## Straight line through my pressures for GaP gives a wrong zero. Is the stress at fault?

I have calculated the pressure of zincblende GaP at seven volumes with r2SCAN and spin-orbit coupling. Positive pressure means that the cell is compressed, negative that it is held under tension.

Pressures of zincblende GaP from Ansatz 0.2.0, calculated with r2SCAN and spin-orbit coupling, PAW potentials, a plane-wave cutoff of 500 eV and an 8×8×8 k mesh for the two-atom cell. The cell is scaled uniformly, with the same cutoff and mesh at every volume, and pressure is positive in compression.

| volume (Å³/atom) | shortest distance (Å) | pressure (GPa) |
| --- | --- | --- |
| 17.910 | 2.266 | 14.050 |
| 18.476 | 2.289 | 9.810 |
| 19.053 | 2.313 | 6.100 |
| 19.642 | 2.337 | 2.850 |
| 20.244 | 2.360 | 0.020 |
| 20.857 | 2.384 | -2.440 |
| 21.483 | 2.407 | -4.560 |

I wanted the bulk modulus, so I put a least-squares straight line through all seven pressures against volume. It gives 105 GPa and places zero pressure at 20.38 Å³ per atom. Yet my row at 20.244 Å³ has practically no pressure, where the line claims about 0.7 GPa. If I use only the three rows around zero, I get 88 GPa instead. Are the stresses of the strongly compressed cells unreliable, or is the line the wrong tool? And if it is the line, what in the crystal makes it fail so soon?

## Answer

The line is the wrong tool. It assumes that every cubic ångström taken away costs the same pressure over the whole range, and your numbers contradict this directly. The quantity to look at is the local bulk modulus, $K=-V\,dP/dV$, where $V$ is the volume per atom and $P$ the pressure. It can be estimated from any two neighbouring rows as the pressure difference divided by the logarithm of the volume ratio. For the two smallest volumes this is

$$K\approx\frac{14.05-9.81}{\ln(18.476/17.910)}=\frac{4.24}{0.0311}\approx 136\ \text{GPa}.$$

The same division for the two largest volumes gives 72 GPa. Between these ends the local modulus falls at every step, so the crystal is almost twice as stiff at one end of your table as at the other. On a straight line $K$ would do the opposite and shrink on compression, in proportion to $V$. Your 105 GPa is a slope averaged over this range and multiplied by the line's own zero-pressure volume, and the average is weighted towards compression because four of your rows are compressed and only two are clearly stretched. It is not the stiffness of GaP at zero pressure.

A second sign is the direction of the misses. Draw the line with the slope that the three rows around zero pressure give, crossing zero at 20.25 Å³. It then falls below the calculated pressure on both sides: too little pressure in the compressed cells, too much tension in the stretched ones. Random errors would scatter to either side, whereas misses of one sign that grow outwards are the mark of a curved relation.

**Can the stresses be trusted?** A curved relation could still come from a faulty stress, because a plane-wave basis with a fixed cutoff changes its size with the cell. The total energies of the same runs offer a check, since the mean pressure over an interval is the energy gained on compression divided by the volume lost. From 18.476 to 17.910 Å³ the energy of the two-atom cell rises by 0.0839 eV, while its volume shrinks by 2 × 0.566 Å³. That is 0.0741 eV/Å³, or 11.87 GPa, and the mean of your two printed pressures is 11.93 GPa.

The other intervals agree equally well, to within 0.06 GPa. In each of them the value from the energies is the slightly lower one. This is expected, because on a curve that bends upwards the mean of two end points lies a little above the true mean over the interval. So the curvature is present in the energy too, and it belongs to the crystal as r2SCAN describes it with the cutoff, k mesh and potentials used here. Whether r2SCAN has the stiffness of real GaP right is another matter, which would take a measured value corrected for temperature and zero-point motion.

**Would perfect springs do better?** It is tempting to think that a straight line must hold as long as the bonds obey Hooke's law. Uniform compression of zincblende makes this easy to test, because symmetry fixes the angles and only the bond length changes. Let $x=(V/V_0)^{1/3}$ be the bond length relative to its value at zero pressure, $V_0$ the volume there and $B$ the bulk modulus there. If the energy is quadratic in $x-1$, its derivative with respect to volume gives

$$P=3B\,\frac{1-x}{x^2}.$$

Even this pressure is not a straight line in volume. The factor $1/x^2$ enters because pressure is force per area, and the area shrinks as the cell is compressed. A smaller part of the bend comes from the volume varying as the cube of the bond length. At your smallest volume the springs give 11.5 GPa and the straight line 10.2 GPa, but the calculation gives 14.05 GPa. Geometry alone therefore does not explain the curve, and the bonds themselves must stiffen when they are shortened.

**Why the bonds stiffen.** A bond length is a truce between two opposing tendencies. Electrons shared between Ga and P are drawn to both cores, and this attraction favours a smaller cell. Squeezing the electrons into less space raises their kinetic energy, and the Pauli principle makes it costly to push them into regions already occupied by filled shells. These costs favour a larger cell.

At zero pressure the two forces cancel, but their rates of change do not. If all lengths shrink together, electrostatic energy grows only as the inverse of the length, but kinetic energy grows as its inverse square. The cost of overlap with filled shells is expected to rise faster still, roughly exponentially. On compression the repulsion therefore gains on the attraction. That it gains at all makes the crystal resist, as perfect springs would. That it gains by more with every equal step makes the crystal stiffen. On expansion the repulsion fades first, and what remains is an attraction that weakens with distance. That is why the stretched crystal is soft, and why no crystal can bear ever more tension as a straight line would have it.

Part of this contest is visible in the energy terms of your runs. From 20.244 to 18.476 Å³ the kinetic energy of the smooth valence orbitals rises by about 3.2 eV per cell. The electrostatic and exchange-correlation terms together fall by about 3.9 eV, and the corrections close to the nuclei rise by slightly more than the difference. The net cost is only 0.1 eV, a small remainder of large opposing terms. The kinetic term grows by only 1.7% while the bond shortens by 3%, far less than the 6% of an inverse square. This is expected, because the valence electrons include the Ga 3d shell, which should hardly shrink with the cell, so the scaling argument gives the direction and not the size. The split can't prove which side steepens faster, because the corrections near the nuclei mix both kinds of energy. That step rests on the general argument above and on the shape of the total energy.

**A simple formula with this built in.** Suppose that the energy is quadratic not in the bond length but in its inverse square:

$$E=\tfrac{9}{8}BV_0\,(x^{-2}-1)^2 .$$

Multiplied out, this is a repulsion that varies as $x^{-4}$ and an attraction that varies as $x^{-2}$, so the repulsion is the steeper of the two. Since $V=V_0x^3$, a small change of $x$ changes the volume by $3V_0x^2\,dx$. Dividing the change of energy by it gives the second-order Birch-Murnaghan equation,

$$P=\tfrac{3}{2}B\,(x^{-7}-x^{-5}).$$

It needs the same two numbers as the straight line. Take $B=88.1$ GPa from the two rows on either side of 20.244 Å³ and $V_0=20.25$ Å³ from where the pressure passes through zero. Your smallest volume played no part in either number. There $x=(17.910/20.25)^{1/3}=0.960$, and with the unrounded value of $x$

$$P=1.5\times 88.1\times(1.3318-1.2271)\approx 13.8\ \text{GPa}.$$

This is 1.5% below the calculated 14.05 GPa, where the straight line with the same two numbers is 28% too low. The formula also falls slightly below the calculation at your largest volume, so the real curve bends a little more than it allows. Its success shows that the relation between stiffness and compression is about right. It does not show that the forces in GaP really follow these two powers, because any other pair of powers with about the same sum would give nearly the same curve over so short a range, as the next section shows.

**What decides how soon a line fails.** The bending can be put into one number, $B'$, which tells by how many GPa the local modulus rises for each GPa of pressure. For a repulsion $x^{-n}$ and an attraction $x^{-m}$, the same differentiation gives at zero pressure

$$B'=2+\frac{m+n}{3}.$$

The powers 4 and 2 give $B'=4$, while perfect springs have only $B'=1$. The powers 2 and 1 of kinetic and electrostatic energy give only $B'=3$. Your rows give 4.2 on average, from the difference between the largest and the smallest local modulus and the pressures at which they occur, and about 4.3 from the two intervals next to zero pressure. The simple scaling alone is therefore not steep enough. A solid whose forces vary more steeply with distance has a larger $B'$, and its pressure curve leaves the straight line earlier.

To see how early, write $e=1-V/V_0$ for the fraction of volume lost. If the modulus rises as $B+B'P$, the pressure for small $e$ is

$$P\approx Be\left[1+\tfrac{1}{2}(B'+1)\,e\right].$$

The second term in the bracket is what the straight line leaves out. With $B'$ near 4 it amounts to about two and a half times the fractional volume change. A volume change of 3%, which is only 1% in bond length, should then already cost 7 or 8% of the pressure. Your row at 19.642 Å³ agrees: the line gives 2.64 GPa there instead of 2.85 GPa.

The 88 GPa from your three rows around zero pressure escapes most of this error, because these rows lie almost evenly on either side of it. The line overestimates the tension on one side by nearly as much as it underestimates the pressure on the other, and the two errors cancel in the slope. A set of rows that leans to one side has no such protection, however accurate each pressure is.

So before you quote a bulk modulus, compute the local modulus between neighbouring rows. If it drifts steadily with volume, take the slope from rows placed evenly about zero pressure and within about 1% in bond length, or fit all rows with an equation of state that lets the stiffness grow. Keep the straight line for volume changes so small that two and a half times their fraction is an error you can accept.
